## Accommodation coefficients of the Cercignani–Lampis kernel

### Conventions

A flat, impermeable wall at temperature $T_w$ fills $z<0$. Velocities are taken in the rest frame of the wall and scaled as $\mathbf c=\mathbf v/v_w$, with $v_w=\sqrt{2k_BT_w/m}$ and $m$ the molecular mass. Primes mark incident molecules. The tangential velocity $\mathbf c_t=(c_x,c_y)$ keeps its sign, while $c_n=|c_z|$ and $c_n'=|c_z'|$ are magnitudes. The kernel $R(\mathbf c'\to\mathbf c)\,d^3c$ is the probability that a molecule arriving with $\mathbf c'$ leaves in $d^3c$. The boundary condition for the distribution function $f$ is

$$c_n f(\mathbf c)=\int_{c_z'<0} c_n' f(\mathbf c')\,R(\mathbf c'\to\mathbf c)\,d^3c',\qquad c_z>0 .$$

For a property $\varphi(\mathbf c_t,c_n)$, let $\varphi_i$ and $\varphi_r$ be its averages per molecule over the incident and the re-emitted flux, with weight $c_nf$. Let $\varphi_w$ be its average over the flux of a Maxwellian at rest at $T_w$, whose normalised density is $W(\mathbf c)=(2/\pi)\,c_n e^{-c_n^2-c_t^2}$. The accommodation coefficient is

$$\alpha(\varphi)=\frac{\varphi_i-\varphi_r}{\varphi_i-\varphi_w},\qquad \varphi_i\neq\varphi_w .$$

The premises are these. (P1) Every molecule that arrives leaves from the same spot, with negligible delay and unchanged identity. (P2) The wall is in equilibrium at $T_w$ and its scattering does not depend on $f$. (P3) Only translational velocities are described, and classically. (P4) The incident fluxes of number, momentum and energy are finite. (P5) The scattering law is the kernel of Cercignani and Lampis (1971), a model assumption with two constant parameters.

### Statement

The kernel is $R=R_t(c_x'\to c_x)\,R_t(c_y'\to c_y)\,R_n(c_n'\to c_n)$ with

$$R_t(c_x'\to c_x)=\frac{1}{\sqrt{\pi a}}\exp\!\left[-\frac{(c_x-bc_x')^2}{a}\right],\qquad b=1-\alpha_t,\quad a=1-b^2=\alpha_t(2-\alpha_t),$$

$$R_n(c_n'\to c_n)=\frac{2c_n}{\alpha_n}\exp\!\left[-\frac{c_n^2+(1-\alpha_n)c_n'^2}{\alpha_n}\right]I_0\!\left(\frac{2\sqrt{1-\alpha_n}\,c_nc_n'}{\alpha_n}\right),$$

where $I_0(s)=\frac{1}{2\pi}\int_0^{2\pi}e^{s\cos\psi}d\psi$, $0<\alpha_t<2$ and $0<\alpha_n\le1$. The density in $\mathbf v$ is $R/v_w^3$. Then:

1. $R\ge0$ and $\int R\,d^3c=1$ for every $\mathbf c'$.
2. $R$ is reciprocal, $W(\mathbf c')R(\mathbf c'\to\mathbf c)=W(\mathbf c)R(-\mathbf c\to-\mathbf c')$, and so maps the wall Maxwellian into itself.
3. For any incident distribution,
$$\alpha(c_x)=\alpha(c_y)=\alpha_t,\qquad \alpha(c_t^2)=\alpha_t(2-\alpha_t),\qquad \alpha(c_n^2)=\alpha_n .$$
4. The independence extends to every product $H_j(c_x)H_k(c_y)L_l(c_n^2)$ of Hermite and Laguerre polynomials other than the constant whose incident flux is finite, with coefficient $1-(1-\alpha_t)^{j+k}(1-\alpha_n)^l$.
5. It does not extend to the total translational energy $c^2$, unless $\alpha_n=\alpha_t(2-\alpha_t)$, nor to the normal momentum $c_n$ when $0<\alpha_n<1$.

### Step 1: the normal factor as a projected Gaussian

Attach to the incident molecule an auxiliary plane vector $\mathbf w'$ of length $c_n'$, and draw a plane vector $\mathbf w$ from the Gaussian density

$$G(\mathbf w)=\frac{1}{\pi\alpha_n}\exp\!\left[-\frac{|\mathbf w-\boldsymbol\mu|^2}{\alpha_n}\right],\qquad \boldsymbol\mu=\sqrt{1-\alpha_n}\,\mathbf w' .$$

In polar coordinates, with $w=|\mathbf w|$ and $\psi$ the angle from $\mathbf w'$, one has $|\mathbf w-\boldsymbol\mu|^2=w^2+(1-\alpha_n)c_n'^2-2\sqrt{1-\alpha_n}\,wc_n'\cos\psi$ and $d^2w=w\,dw\,d\psi$. The density of the length is

$$w\int_0^{2\pi}G\,d\psi=\frac{w}{\pi\alpha_n}\exp\!\left[-\frac{w^2+(1-\alpha_n)c_n'^2}{\alpha_n}\right]2\pi I_0\!\left(\frac{2\sqrt{1-\alpha_n}\,wc_n'}{\alpha_n}\right),$$

which is $R_n$ with $w=c_n$. Hence for any function $g$,

$$\int_0^\infty g(c_n)R_n\,dc_n=\int g(|\mathbf w|)\,G(\mathbf w)\,d^2w .$$

The angle $\psi$ is a device of calculation and has no physical meaning. The normal factor thus has the structure of the tangential pair of factors, with $\sqrt{1-\alpha_n}$ in place of $b$ and $\alpha_n$ in place of $a$.

### Step 2: positivity and normalisation

All factors are non-negative, since $a>0$ for $0<\alpha_t<2$ and $I_0>0$. The Gaussian integral $\int_{-\infty}^{\infty}e^{-(x-x_0)^2/a}dx=\sqrt{\pi a}$ gives $\int R_t\,dc_x=1$. Applied to both Cartesian components of $\mathbf w$ it gives $\int G\,d^2w=1$, and Step 1 with $g=1$ yields $\int_0^\infty R_n\,dc_n=1$. The product integrates to one. Integrating the boundary condition over $\mathbf c$ then shows that the outgoing number flux equals the incident flux $J$, so averages per molecule and fluxes differ only by the common factor $J$.

### Step 3: reciprocity

Both $W$ and $R$ factorise, so each factor is treated alone. For a tangential component the exponent of $e^{-c_x'^2}R_t(c_x'\to c_x)$ is minus

$$c_x'^2+\frac{(c_x-bc_x')^2}{1-b^2}=\frac{c_x'^2(1-b^2)+c_x^2-2bc_xc_x'+b^2c_x'^2}{1-b^2}=\frac{c_x^2+c_x'^2-2bc_xc_x'}{1-b^2}.$$

This is unchanged when $c_x'\to-c_x$ and $c_x\to-c_x'$, which is the time-reversed path. The symmetry requires $a=1-b^2$: for general $a$ the coefficients of $c_x'^2$ and $c_x^2$ are $1+b^2/a$ and $1/a$, equal only for that value. Reciprocity therefore fixes the width of the Gaussian once its shift is chosen.

For the normal factor, $c_n'^2+[c_n^2+(1-\alpha_n)c_n'^2]/\alpha_n=(c_n^2+c_n'^2)/\alpha_n$, so

$$2c_n'e^{-c_n'^2}R_n(c_n'\to c_n)=\frac{4c_nc_n'}{\alpha_n}\exp\!\left[-\frac{c_n^2+c_n'^2}{\alpha_n}\right]I_0\!\left(\frac{2\sqrt{1-\alpha_n}\,c_nc_n'}{\alpha_n}\right),$$

which is symmetric in the two magnitudes. Reciprocity follows. Integrating it over $\mathbf c'$ and using normalisation on the right gives $\int W(\mathbf c')R(\mathbf c'\to\mathbf c)\,d^3c'=W(\mathbf c)$: a gas in equilibrium with the wall stays so.

### Step 4: criterion for independence of the incident distribution

Define the mean outgoing value for a given arrival velocity, $\bar\varphi(\mathbf c')=\int\varphi(\mathbf c)R(\mathbf c'\to\mathbf c)\,d^3c$. Multiplying the boundary condition by $\varphi$, integrating over $\mathbf c$ and exchanging the order of integration (allowed by P4 and $R\ge0$) shows that $\varphi_r$ is the average of $\bar\varphi(\mathbf c')$ over the incident flux.

*Claim.* $\alpha(\varphi)$ has the same value $\alpha$ for all incident distributions if and only if

$$\bar\varphi(\mathbf c')-\varphi_w=(1-\alpha)\,[\varphi(\mathbf c')-\varphi_w]\quad\text{for all }\mathbf c' .$$

*Sufficiency.* Averaging this relation over the incident flux gives $\varphi_r-\varphi_w=(1-\alpha)(\varphi_i-\varphi_w)$. Subtracting both sides from $\varphi_i-\varphi_w$ gives $\varphi_i-\varphi_r=\alpha(\varphi_i-\varphi_w)$.

*Necessity.* Take a beam concentrated at $\mathbf c'$, so that $\varphi_i=\varphi(\mathbf c')$ and $\varphi_r=\bar\varphi(\mathbf c')$. The definition of $\alpha$ is then the relation itself wherever $\varphi(\mathbf c')\ne\varphi_w$. For the continuous functions used here, which equal $\varphi_w$ only on a surface in velocity space, continuity extends it to all $\mathbf c'$.

In words, $\varphi-\varphi_w$ must be an eigenfunction of the averaging operation, with eigenvalue $1-\alpha$.

### Step 5: the three coefficients

The wall averages are $(c_x)_w=0$ by symmetry, $(c_t^2)_w=2\times\frac12=1$, and $(c_n^2)_w=\int_0^\infty 2c_n^3e^{-c_n^2}dc_n=1$. In energy units the flux carries $k_BT_w$ per molecule in the two tangential components together and $k_BT_w$ in the normal component, because the weight $c_n$ doubles the normal share from its bulk value $k_BT_w/2$.

*Tangential momentum.* $R_t$ is a Gaussian of mean $bc_x'$, and the other two factors integrate to one, so $\overline{c_x}=(1-\alpha_t)c_x'$. With $\varphi_w=0$ the criterion holds with $\alpha=\alpha_t$.

*Tangential energy.* The variance of $R_t$ is $a/2$, so $\overline{c_x^2}=b^2c_x'^2+a/2$. Adding the $y$ component and using $a=1-b^2$,

$$\overline{c_t^2}-1=b^2c_t'^2+a-1=b^2\,(c_t'^2-1).$$

The criterion holds with $\alpha=1-b^2=\alpha_t(2-\alpha_t)$. The same coefficient applies to $c_x^2$ and $c_y^2$ separately. The energy meant is the full tangential kinetic energy in the wall frame, drift included.

*Normal energy.* By Step 1, $\overline{c_n^2}$ is the mean of $|\mathbf w|^2$, the squared shift plus two variances $\alpha_n/2$:

$$\overline{c_n^2}-1=(1-\alpha_n)c_n'^2+\alpha_n-1=(1-\alpha_n)(c_n'^2-1).$$

The criterion holds with $\alpha=\alpha_n$. This proves statement 3.

### Step 6: the polynomial eigenfunctions

The Hermite generating function is $e^{2xt-t^2}=\sum_jH_j(x)t^j/j!$. For a Gaussian variable of mean $x_0$ and variance $\sigma^2$, the mean of $e^{\kappa x}$ is $e^{\kappa x_0+\kappa^2\sigma^2/2}$. With $\kappa=2t$, $x_0=bc_x'$ and $\sigma^2=a/2$,

$$\overline{e^{2c_xt-t^2}}=e^{2bc_x't+at^2-t^2}=e^{2c_x'(bt)-(bt)^2}.$$

Comparing powers of $t$ gives $\overline{H_j(c_x)}=b^jH_j(c_x')$.

For the normal factor, complete the square in $G\,e^{-sw^2}$:

$$\frac{|\mathbf w-\boldsymbol\mu|^2}{\alpha_n}+sw^2=\frac{1+\alpha_ns}{\alpha_n}\left|\mathbf w-\frac{\boldsymbol\mu}{1+\alpha_ns}\right|^2+\frac{s\mu^2}{1+\alpha_ns}.$$

The Gaussian integral gives

$$\overline{e^{-sc_n^2}}=\frac{1}{1+\alpha_ns}\exp\!\left[-\frac{s(1-\alpha_n)c_n'^2}{1+\alpha_ns}\right].$$

The Laguerre generating function is $(1-t)^{-1}e^{-xt/(1-t)}=\sum_lL_l(x)t^l$. Put $s=t/(1-t)$ and $\eta=1-\alpha_n$, so that $1+\alpha_ns=(1-\eta t)/(1-t)$. The mean of the generating function becomes $(1-\eta t)^{-1}\exp[-c_n'^2\eta t/(1-\eta t)]$, the same function at $\eta t$. Hence $\overline{L_l(c_n^2)}=(1-\alpha_n)^lL_l(c_n'^2)$. Both means are analytic in $t$ near zero, which justifies the comparison of coefficients. Because $R$ factorises, the mean of a product is the product of the means. The wall average of a non-constant product vanishes, as these polynomials are orthogonal to unity under the weights $e^{-x^2}$ and $e^{-x}$ that make up $W$. Statement 4 follows. The cases $H_1=2c_x$, $H_2=4c_x^2-2$ and $L_1=1-c_n^2$ reproduce Step 5.

### Step 7: what does depend on the incident distribution

*Total translational energy.* Adding the two energy relations,

$$\overline{c^2}-2=(1-\alpha_n)(c_n'^2-1)+(1-a)(c_t'^2-1).$$

This is a multiple of $c'^2-2$ for all $c_n'$ and $c_t'$ only if $\alpha_n=a$, that is $\alpha_t=1\pm\sqrt{1-\alpha_n}$. In general

$$\alpha(c^2)=\frac{\alpha_n\,[(c_n^2)_i-1]+a\,[(c_t^2)_i-1]}{(c^2)_i-2},$$

a weighted mean whose weights sum to one but may have opposite signs. The result can then lie outside the interval from 0 to 1.

*Maxwellian incidence.* Let the incident half be a Maxwellian at $T_g=\tau T_w$ with tangential drift $\mathbf u$. The flux density of $x'=c_n'^2$ is $\tau^{-1}e^{-x'/\tau}$. Averaging the transform of Step 6 over it gives

$$\frac{1}{1+\alpha_ns}\cdot\frac{1}{1+\tau s(1-\alpha_n)/(1+\alpha_ns)}=\frac{1}{1+s\,[\alpha_n+(1-\alpha_n)\tau]},$$

the Laplace transform of an exponential density with mean $\alpha_n+(1-\alpha_n)\tau$. Each tangential component is $b$ times a Gaussian of variance $\tau/2$ plus an independent Gaussian of variance $a/2$, hence Gaussian with variance $(b^2\tau+a)/2$. The re-emitted half is exactly a two-temperature Maxwellian with drift $(1-\alpha_t)\mathbf u$ and

$$T_n=\alpha_nT_w+(1-\alpha_n)T_g,\qquad T_t=aT_w+(1-a)T_g .$$

For $\mathbf u=0$ both brackets in $\alpha(c^2)$ equal $\tau-1$, so

$$\alpha(c^2)=\tfrac12\,[\alpha_n+\alpha_t(2-\alpha_t)]$$

for any $T_g$. This value holds whenever the two brackets are equal, as for any isotropic incident distribution, and not in general.

*Normal momentum.* The flux average of $c_n$ at normal temperature $\theta T_w$ is $\int_0^\infty(2c_n^2/\theta)e^{-c_n^2/\theta}dc_n=\frac12\sqrt{\pi\theta}$. Therefore

$$\alpha(c_n)=\frac{\sqrt\tau-\sqrt{\alpha_n+(1-\alpha_n)\tau}}{\sqrt\tau-1},$$

which runs from $\sqrt{\alpha_n}$ at $\tau\to0$ through $\alpha_n$ at $\tau\to1$ to $1-\sqrt{1-\alpha_n}$ at $\tau\to\infty$. These differ for $0<\alpha_n<1$, which completes statement 5.

### Corollary: collisionless gap

Between two parallel plates without gas collisions, the flux leaving one plate arrives unchanged at the other. Let $X$ and $Y$ be the averages of an accommodated property leaving plates 1 and 2, in common units, with wall values $\varphi_1,\varphi_2$ and coefficients $\alpha_1,\alpha_2$. The definition applied at each plate gives $X-Y=\alpha_1(\varphi_1-Y)$ and $X-Y=\alpha_2(X-\varphi_2)$. Dividing by $\alpha_1$ and $\alpha_2$ and adding,

$$X-Y=\frac{\varphi_1-\varphi_2}{1/\alpha_1+1/\alpha_2-1},$$

and the net transport is $J(X-Y)$. The formula applies separately to the normal energy, to the tangential energy of plates at relative rest, and to tangential momentum with $\varphi_k$ the plate velocity times $m$.

### Range of validity

*Parameters.* The proofs need $0<\alpha_t<2$ and $0<\alpha_n\le1$. At $\alpha_t=\alpha_n=1$ the kernel equals $W(\mathbf c)$, diffuse re-emission. As $a$ and $\alpha_n$ tend to zero the Gaussians become delta functions, giving specular reflection for $\alpha_t\to0$ and exact reversal of the velocity for $\alpha_t\to2$.

*Exact for the kernel, approximate for a surface.* Statements 1 to 5 hold at any Knudsen number and any departure from equilibrium. On a real surface the best-fitting $\alpha_t$ and $\alpha_n$ may vary with incident energy, $T_w$ and coverage, and trapping, reaction or sticking violate P1 or P5. Slip and jump coefficients still require a solution of the Knudsen layer, which involves the higher eigenvalues of Step 6.

*Tied tangential coefficients.* One parameter fixes both tangential results. For a Maxwellian at rest $\alpha(c^2)\ge\alpha_t(2-\alpha_t)/2$, so $\alpha_t=0.8$ forces at least 0.48. Roughness that randomises direction without exchanging energy gives high momentum and low energy accommodation, which this kernel cannot represent.

*Internal energy.* P3 omits rotation and vibration. Lord (1991) extended the kernel with a separate factor for internal energy. A normalised factor that multiplies $R$ leaves the translational results unchanged, but it excludes direct exchange between translation and rotation.

*Quantum scattering.* For H$_2$ ($m=2.016$ u) at 300 K the thermal wavelength $h/\sqrt{2\pi mk_BT}$ is 0.71 Å, not negligible against atomic spacings of a few Å, so an ordered surface can diffract. The size of the elastic part is estimated by the Debye–Waller factor $e^{-2W_D}$, with $2W_D=(2k_z)^2\langle u_z^2\rangle$ and $\hbar^2k_z^2=2mE_z$. For a Debye solid of atomic mass $M$,

$$\langle u_z^2\rangle=\frac{3\hbar^2}{Mk_B\Theta}\,B,\qquad B=\frac14+\frac{T_w^2}{\Theta^2}\int_0^{\Theta/T_w}\frac{x\,dx}{e^x-1},$$

so $2W_D=24\,(m/M)(E_z/k_B\Theta)\,B$. With the compiled value $\Theta=645$ K for Si (Råsander 2015), $M=28.086$ u and $T_w=600$ K, $B=0.960$ and $2W_D=0.77$ at $E_z=k_BT_g$ for $T_g=300$ K. Averaging over the flux density $e^{-E_z/k_BT_g}$ gives $1/(1+0.77)\approx0.57$, when the unrounded exponent is used. Softer surface vibrations and acceleration in the attractive well lower this number, so it is an upper estimate. It shows that an elastic part, absent from the smooth kernel, can rival the inelastic one. The kernel should then be read as a model of low moments and not of angular distributions. If the elastic part is specular with a constant fraction $s_0$, the mixture $s_0R_{\rm spec}+(1-s_0)R$ still meets the criterion of Step 4, with every coefficient multiplied by $1-s_0$.

### Illustration: H$_2$ on polished Si

A polished wafer at $T_w=600$ K faces a fully accommodating plate at $T_g=300$ K across a gap of 0.1 mm. The incident half is Maxwellian with flux $J=p/\sqrt{2\pi mk_BT_g}$, where $p=1$ Pa (7.5 mTorr) is the pressure that the full Maxwellian would exert. Dissociative sticking is taken as negligible. The illustrative inputs are $\alpha_n=0.10$ and $\alpha_t=0.40$.

With an approximate viscosity of $8.9\times10^{-6}$ Pa s and $\sqrt{2k_BT_g/m}=1573$ m/s, the equivalent free path, viscosity times this speed over $p$, is 14 mm. The ratio of gap to free path is 0.007, so gas collisions change the fluxes at the per cent level.

The coefficients are $a=0.64$ and $\alpha(c^2)=0.37$, far from the distribution-independent case, which for this $\alpha_n$ would need $\alpha_t=0.051$ on the lower branch. The molecules leave with $T_n=330$ K and $T_t=492$ K. The flux is $J=1.07\times10^{23}$ m$^{-2}$ s$^{-1}$ and $Jk_B=1.479$ W m$^{-2}$ K$^{-1}$.

| Quantity | CL model | Diffuse wall |
|---|---|---|
| normal-energy loss $\alpha_nJk_B(T_w-T_g)$, W/m$^2$ | 44 | 444 |
| tangential-energy loss $aJk_B(T_w-T_g)$, W/m$^2$ | 284 | 444 |
| translational heat flux, W/m$^2$ | 328 | 888 |
| normal stress $\frac p2(1+\sqrt{T_n/T_g})$, Pa | 1.024 | 1.207 |
| shear $\alpha_tJmu$ for $u=10$ m/s, mPa | 1.43 | 3.59 |

The translational heat-transfer coefficient is 1.09 W m$^{-2}$ K$^{-1}$ at 1 Pa. The drift in the last row adds $mu^2/2k_B=0.012$ K to the tangential energy, negligible against 300 K. The normal-momentum coefficient is 0.118 here ($\tau=1/2$) and would be 0.086 at $\tau=2$.

A monoenergetic beam shows the dependence of the total-energy coefficient. For $E=0.20$ eV and $k_BT_w=0.0517$ eV, $c'^2=3.87$, $c_n'^2=c'^2\cos^2\vartheta$ and $c_t'^2=c'^2\sin^2\vartheta$, with $\vartheta$ the angle from the normal.

| $\vartheta$ | 0° | 30° | 45° | 60° |
|---|---|---|---|---|
| $\alpha(c^2)$ | −0.19 | 0.09 | 0.37 | 0.65 |

At normal incidence the beam is more energetic than the wall flux and still gains energy, because the empty tangential components fill faster than the normal component drains. The coefficients 0.10 and 0.64 hold at every angle.

Two channels outside the kernel rival these fluxes. For normal hydrogen (ortho:para 3:1, frozen) as a rigid rotor with approximate rotational temperature 85.4 K, the mean rotational energies over $k_B$ are 273 K at 300 K and 571 K at 600 K. The difference, 298 K, would carry 441 W/m$^2$ at full rotational accommodation, more than the translational flux. An illustrative rotational coefficient of 0.10 adds 44 W/m$^2$, for a total of 372 W/m$^2$ and an overall thermal accommodation coefficient of 0.28. Radiation runs in parallel, with a black-body value $\sigma(T_w^4-T_g^4)=6.9$ kW/m$^2$ that real emissivities reduce.

These numbers are the model's and not the material's. The inputs were chosen so that the overall coefficient falls in the range of roughly 0.2 to 0.4 typical of H$_2$ on smooth solids. The price is the tie between the tangential coefficients: momentum accommodation on silicon channel walls is typically about 0.8 to 1, so the model's shear of 1.43 mPa is probably low by a factor of about two.